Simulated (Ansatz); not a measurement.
## BiTe: a film clamped to a substrate

All numbers below come from Ansatz, DFT PBE, scalar-relativistic, plane waves, PAW. Cutoff 420 eV, Γ-centred 12×12×12 k-points, Gaussian smearing of 0.15 eV. Spin–orbit coupling is left out, which can shift energies with elements as heavy as these. No spin polarisation. Energies are free energies at this smearing, counted from the undisturbed cell; pressure is positive in compression.

Zero of the scan (as given, not relaxed at this level; it stands at 0.0 GPa, and it needn't be the usual structure):

```yaml
crystal:
  lattice:
    - [2.42271, 1.39875, 3.31729]
    - [-2.42271, 1.39875, 3.31729]
    - [0.00000, -2.79750, 3.31729]
  atoms:
    - { symbol: Bi, position: [0.50000, 0.50000, 0.50000] }
    - { symbol: Te, position: [0.00000, 0.00000, 0.00000] }
```

The cell (2 atoms, V0 = 67.45 Å³) is strained by p along both x and y and by q along z, fractional coordinates fixed. τp = (1/V0) ∂E/∂p = (σxx + σyy)(1 + p)(1 + q) and τq = (1/V0) ∂E/∂q = σzz(1 + p)², with tension positive.

```csv
p,q,ΔE (meV/atom),τp (GPa),τq (GPa)
0.000,0.000,0.00,0.07,0.01
-0.050,0.000,71.41,-14.34,-5.01
0.050,0.000,57.68,10.21,2.84
0.000,-0.050,11.78,-3.80,-2.33
0.000,0.050,9.39,3.72,1.63
```

Question: Get the second derivatives of the energy density.

Answer: Central differences give A = ∂τp/∂p = 245 GPa (C11 + C22 + 2 C12), C = ∂τq/∂q = 40 GPa (C33) and the cross term B = ∂τq/∂p = 79 GPa (C13 + C23); ∂τp/∂q = 75 GPa must equal B, and any difference shows higher-order terms. Steps this large leave an error of some per cent of A or C in all of these, which can swamp a small B. The ions are clamped.

Question: A film of this crystal grows with z along the normal on a substrate that imposes p. How does its thickness respond, and what does the misfit cost?

Answer: Count p and q from the stress-free cell. A free surface needs τq = 0, so q = −(B/C) p = -1.99 p. The energy density left is (A − B²/C) p²/2 = M p², with the biaxial modulus M = 45 GPa; a misfit of 1 % costs 0.94 meV/atom, against 2.58 meV/atom if the thickness were held.

In a metal these slopes depend on the k mesh and the smearing.

Because the thickness responds at -1.99 p, the free film almost conserves its volume to first order. This doesn't make the crystal incompressible; it probably reflects the bond geometry. In this cell the shortest Bi–Te contacts lie closer to the film plane than to its normal, so in-plane strain mainly stretches them, while strain along z largely tilts them. That accounts for the order A > B > C. When the film is free to thin, tilting offsets much of the stretching, and the misfit cost falls from 2.58 to 0.94 meV/atom. What remains is probably largely resistance to changes in bond angle.

Holding the fractional coordinates fixed costs nothing here: Bi and Te both sit on inversion centres, which these strains preserve, so no force arises to shift them. The same symmetry hides any spontaneous off-centring or Bi–Bi pairing. The known layered BiTe contains Bi bilayers and weakly bonded gaps, so its thickness response can't be inferred from these values.
